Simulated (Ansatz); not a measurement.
## Al3GaN4: opening a crack plane

Al3GaN4, Pm, a = 5.038 Å, b = 3.125 Å, c = 5.410 Å, β = 90.0°. The structure is a Materials Project entry; whether it is the stable form wasn't checked. Ansatz: r2SCAN, PAW, 500 eV, Γ-centred 5×7×2 mesh on 16 atoms, Gaussian smearing 0.05 eV; no spin polarisation. One cut on (001) per cell of 16 atoms is opened rigidly by x, between planes of Al+N and Ga+N that stand 1.81 Å apart; y is the energy per area (15.744 Å², 1 eV/Å² = 16.02 J/m²).

```tsv
x (Å)	y (J/m²)
0.00	0.000
0.25	0.541
0.50	1.538
0.75	2.521
1.00	?
1.50	4.418
2.00	4.953
3.00	5.331
4.50	5.435
6.00	5.449
```

Problem. Fit the universal binding curve y = W[1 − (1 + x/l) e^(−x/l)] to the other rows, give the peak stress, and predict the missing value.

Solution. Least squares gives W = 5.42 J/m² and l = 0.480 Å. The stress dy/dx peaks at x = l with W/(e l) = 41.5 GPa, for rigid faces. At x = 1.00: x/l = 2.083, y = 3.339 J/m². The run gave 3.340 J/m², so the fit is 0.001 J/m² too low, within the rms miss on the fitted rows (0.022 J/m²).

Cost: 12 runs of about 14 core-minutes in all, on Arm Neoverse V1 (shared hosts).

The energy climbs steeply over the first 2 Å and then levels off, as expected when short-range, polar-covalent metal–nitrogen bonds are pulled apart. The cell metrics suggest a wurtzite-derived lattice cut on a nonpolar prismatic plane. Each face then carries cations and anions together, and charge from the broken cation bonds can fill nitrogen lone pairs, so separation leaves no large net charge on either face.

The near-exact prediction at 1.00 Å flatters the fit. The curve runs below the computed energies up to 0.75 Å and above them from 1.50 to 3.00 Å, so the missing point lies close to a crossing. At the two widest openings the computed energy again exceeds the curve, and even the fitted plateau. A single decay length therefore captures the main bond breaking but not the slower tail, which probably reflects residual electrostatic interaction between unlike faces. The peak stress is an ideal cohesive limit for this plane, not a practical fracture strength, which flaws would lower by concentrating stress.
